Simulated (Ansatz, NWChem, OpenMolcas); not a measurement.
A small benchmark: dipole moment

6 molecules of light elements (H to F); the dipole moment in D, computed less measured. Shapes, held fixed at every level: PBE0-D4/def2-TZVP. No vibrational averaging. Dipoles are compared by magnitude; molecules under 1 D, whose direction can flip, are left out. Programs: Ansatz 0.2.0, NWChem 7.3.0, OpenMolcas 26.06. A level may come from different programs for different species; with the same settings they agree closely. Measured values: NIST CCCBDB.

Levels: A = PBE/aug-cc-pVDZ; B = PBE-D4/def2-TZVPP; C = PBE0/def2-SVP; D = B3LYP-D4/def2-TZVPP.

```tsv
molecule	measured	A	B	C	D
C2H2O (ethenone)	1.42	-0.05	-0.09	-0.07	+0.03
CH2F2 (difluoromethane)	1.97	-0.19	-0.25	-0.11	-0.10
C2H2F2 (vinylidene fluoride)	1.38	-0.30	-0.39	-0.31	-0.21
CH5N (SMILES CN)	1.31	-0.05	-0.06	+0.03	-0.01
C2H5F (SMILES CCF)	1.96	-0.13	-0.21	-0.12	-0.09
C2H5N (N-methylmethanimine)	1.53	-0.12	-0.17	-0.09	-0.06
```

(1) Sum up the errors.

Answers

(1) 
| level | kind | mean error | mean absolute error | worst case |
| --- | --- | --- | --- | --- |
| PBE/aug-cc-pVDZ | GGA | -0.140 | 0.140 | C2H2F2 |
| PBE-D4/def2-TZVPP | GGA | -0.195 | 0.195 | C2H2F2 |
| PBE0/def2-SVP | global hybrid | -0.112 | 0.122 | C2H2F2 |
| B3LYP-D4/def2-TZVPP | global hybrid | -0.073 | 0.083 | C2H2F2 |

On this set B3LYP-D4/def2-TZVPP has the smallest mean absolute error and PBE-D4/def2-TZVPP the largest. PBE/aug-cc-pVDZ is too low in 6 of 6; PBE-D4/def2-TZVPP is too low in 6 of 6; PBE0/def2-SVP is too low in 5 of 6; B3LYP-D4/def2-TZVPP is too low in 5 of 6. The set is small.

The dipoles are mostly too small, and at every level the three fluorinated molecules show larger errors than the other three. Vinylidene fluoride is the worst case throughout. Its moment is a balance between σ withdrawal by fluorine and opposing π donation from the fluorine lone pairs into the C=C bond, so a slight excess of delocalisation probably lowers the net dipole noticeably.

The two PBE levels isolate the basis set, since the dispersion term leaves the density at a fixed geometry unchanged. The augmented double-zeta set gives a larger dipole for all six molecules, which points to the value of diffuse functions for the outer density around lone pairs. In the common triple-zeta basis, B3LYP also raises every dipole relative to PBE, probably in part because exact exchange curbs the delocalisation of charge. The lead of B3LYP over PBE0 does not rank the two hybrids, because PBE0 was paired with a much smaller basis.
